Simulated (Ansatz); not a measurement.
**How methods differ on PH3S (SMILES [PH3]=S)**

The species is PH3S (5 atoms), meant as a singlet with charge 0. As SMILES, `[PH3]=S`. Geometry: relaxed at GFN2-xTB.

```xyz
5

P     0.0079   -0.0066    0.0077
S     1.2617   -0.9411    1.1113
H    -1.1668    0.4619    0.5945
H    -0.5325   -0.6766   -1.0892
H     0.4297    1.1624   -0.6243
```

Quantity: the energy change with the P1–H3 bond stretched from 1.394 to 1.743 Å, in eV. The values are calculated.

```json
{"level": "BLYP/STO-3G (restricted)", "kind": "GGA", "program": "Ansatz", "value (eV)": "0.48", "less FCI/STO-3G": "-0.20"}
{"level": "B3LYP/STO-3G (restricted)", "kind": "global hybrid", "program": "Ansatz", "value (eV)": "0.68", "less FCI/STO-3G": "0.00"}
{"level": "CAM-B3LYP/STO-3G (restricted)", "kind": "range-separated hybrid", "program": "Ansatz", "value (eV)": "0.83", "less FCI/STO-3G": "+0.15"}
{"level": "HSE06/STO-3G (restricted)", "kind": "range-separated hybrid", "program": "Ansatz", "value (eV)": "0.75", "less FCI/STO-3G": "+0.07"}
{"level": "B2PLYP/STO-3G (restricted)", "kind": "double hybrid", "program": "Ansatz", "value (eV)": "0.79", "less FCI/STO-3G": "+0.11"}
{"level": "RPA@PBE/STO-3G (restricted)", "kind": "RPA", "program": "Ansatz", "value (eV)": "0.53", "less FCI/STO-3G": "-0.15"}
{"level": "MP2/STO-3G (restricted)", "kind": "perturbation theory", "program": "Ansatz", "value (eV)": "0.92", "less FCI/STO-3G": "+0.24"}
{"level": "CCSD(T)/STO-3G (restricted)", "kind": "coupled cluster or CI", "program": "Ansatz", "value (eV)": "0.69", "less FCI/STO-3G": "+0.01"}
{"level": "FCI/STO-3G", "kind": "exact in the basis", "program": "Ansatz", "value (eV)": "0.68", "less FCI/STO-3G": "0.00"}
```

FCI/STO-3G is exact within its basis and frozen core, so for wave-function methods in that basis the difference is their error; functionals converge differently with the basis, so for them it is only a difference. The first shape isn't each level's own minimum. The values span 0.48 to 0.92 eV. All rows use very small basis sets, so even the best lies far from the true value.

Stretching the P–H bond weakens the overlap between the phosphorus hybrid and hydrogen 1s, which raises the bonding orbital and lowers its antibonding partner. The σ² → σ*² configuration therefore gains weight, and the correlation energy grows along the stretch. MP2 captures too little of this growth and makes the distortion too costly, at 0.92 eV against 0.68 eV for FCI. CCSD(T), at 0.69 eV, recovers nearly all of it, so the stretched bond is still within reach of a single-reference treatment with triples.

The density functionals fall on both sides of FCI: BLYP gives the softest bond, while CAM-B3LYP gives the stiffest among them, probably in part because exact exchange penalises stretching in a restricted determinant. B3LYP's coincidence with FCI at this one displacement is no evidence that it would follow the whole curve. Nor does the close CCSD(T) result extend to full P–H dissociation, where the two configurations become near-degenerate and a restricted reference fails.
